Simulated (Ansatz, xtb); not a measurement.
Two isomers of C2H3F2+

Structure X: `C[C+](F)F`, a singlet. Structure Y: `F[CH+]CF`, a singlet. Both are isolated ions in the gas phase, relaxed with PBE0-D3(BJ)/def2-SVP, each in the lowest conformer that the search found.

X (Å):

```xyz
7

C    -1.3279    0.7294   -0.7386
C    -0.5541    1.3072   -1.8065
F    -0.3930    2.5352   -1.9352
F    -0.0177    0.6229   -2.6978
H    -1.3356    1.3860    0.1438
H    -1.0040   -0.3006   -0.5286
H    -2.3736    0.6766   -1.1220
```

Y (Å):

```yaml
atoms:
  - { symbol: C, position_ang: [-1.1633, 0.6246, -0.1931] }
  - { symbol: C, position_ang: [-2.4849, 0.2478, 0.2439] }
  - { symbol: F, position_ang: [-0.3285, 1.0613, 0.6140] }
  - { symbol: F, position_ang: [-2.7027, 0.4096, 1.5363] }
  - { symbol: H, position_ang: [-0.8315, 0.5463, -1.2453] }
  - { symbol: H, position_ang: [-2.6319, -0.8075, -0.1099] }
  - { symbol: H, position_ang: [-3.1954, 0.8217, -0.4089] }
```

Q: Which of the two would you expect CCSD(T)/def2-TZVP electronic energies to favour?

A: Structure X; the calculation gives E(Y) − E(X) = +1.299 eV.

The same difference at several levels:

```json
{"level": "GFN2-xTB", "geometry": "GFN2-xTB", "E(Y) − E(X) (eV)": "+1.047", "departure from the last row (eV)": "−0.252", "job, with rough time for the two": "optimisation, 0.45 s"}
{"level": "HF/STO-3G", "geometry": "GFN2-xTB", "E(Y) − E(X) (eV)": "+1.533", "departure from the last row (eV)": "+0.234", "job, with rough time for the two": "single point, 1.4 s"}
{"level": "r2SCAN-D4/def2-SVP", "geometry": "GFN2-xTB", "E(Y) − E(X) (eV)": "+1.398", "departure from the last row (eV)": "+0.099", "job, with rough time for the two": "single point, 7.5 s"}
{"level": "PBE0-D3(BJ)/def2-SVP", "geometry": "PBE0-D3(BJ)/def2-SVP", "E(Y) − E(X) (eV)": "+1.355", "departure from the last row (eV)": "+0.056", "job, with rough time for the two": "optimisation, 1.9 min"}
{"level": "HF/def2-TZVP", "geometry": "PBE0-D3(BJ)/def2-SVP", "E(Y) − E(X) (eV)": "+1.202", "departure from the last row (eV)": "−0.097", "job, with rough time for the two": "part of the CCSD(T) run"}
{"level": "MP2/def2-TZVP", "geometry": "PBE0-D3(BJ)/def2-SVP", "E(Y) − E(X) (eV)": "+1.373", "departure from the last row (eV)": "+0.074", "job, with rough time for the two": "part of the CCSD(T) run"}
{"level": "CCSD(T)/def2-TZVP", "geometry": "PBE0-D3(BJ)/def2-SVP", "E(Y) − E(X) (eV)": "+1.299", "departure from the last row (eV)": "", "job, with rough time for the two": "single point, 2.9 min"}
```

As drawn, both hold the same kinds of bond in the same numbers. Structure X has 1 methyl group, Y 0.

The levels shown agree on the order. The largest departure from CCSD(T)/def2-TZVP is that of GFN2-xTB, 0.252 eV.

With harmonic frequencies from PBE0-D3(BJ)/def2-SVP (ideal gas, rigid rotor, one conformer each, 298.15 K, 1 atm): on the last row, ΔE + ΔZPE = +1.284, ΔH = +1.281, ΔG = +1.301 eV.

The correlated steps freeze 4 core orbitals. Codes used: Ansatz 0.2.0, xtb 6.7.1; the last row on 1 thread of AMD EPYC (Zen 3) on a shared host.

The preference for X, +1.299 eV in electronic energy, comes from where the fluorines sit relative to the cationic carbon, since the bond inventory is the same. In X both fluorines donate lone-pair density into the formally empty carbon p orbital, and the methyl group adds hyperconjugation. In Y only one fluorine can donate this way. The other, on the neighbouring saturated carbon, acts mainly through its σ-withdrawing effect, which destabilises the cation and weakens the donor ability of the adjacent C–H bonds.

Y's geometry fits this picture: the CH2F fluorine lies close to the cation plane and does not bridge, leaving the two C–H bonds to overlap with the empty orbital. Hartree–Fock already recovers most of the gap, so the preference is not primarily a correlation effect; MP2 overshoots the modest increase found with CCSD(T). Vibrational and thermal terms barely alter the balance. The energy difference does not show whether Y would persist, which depends on the barrier to rearrangement.
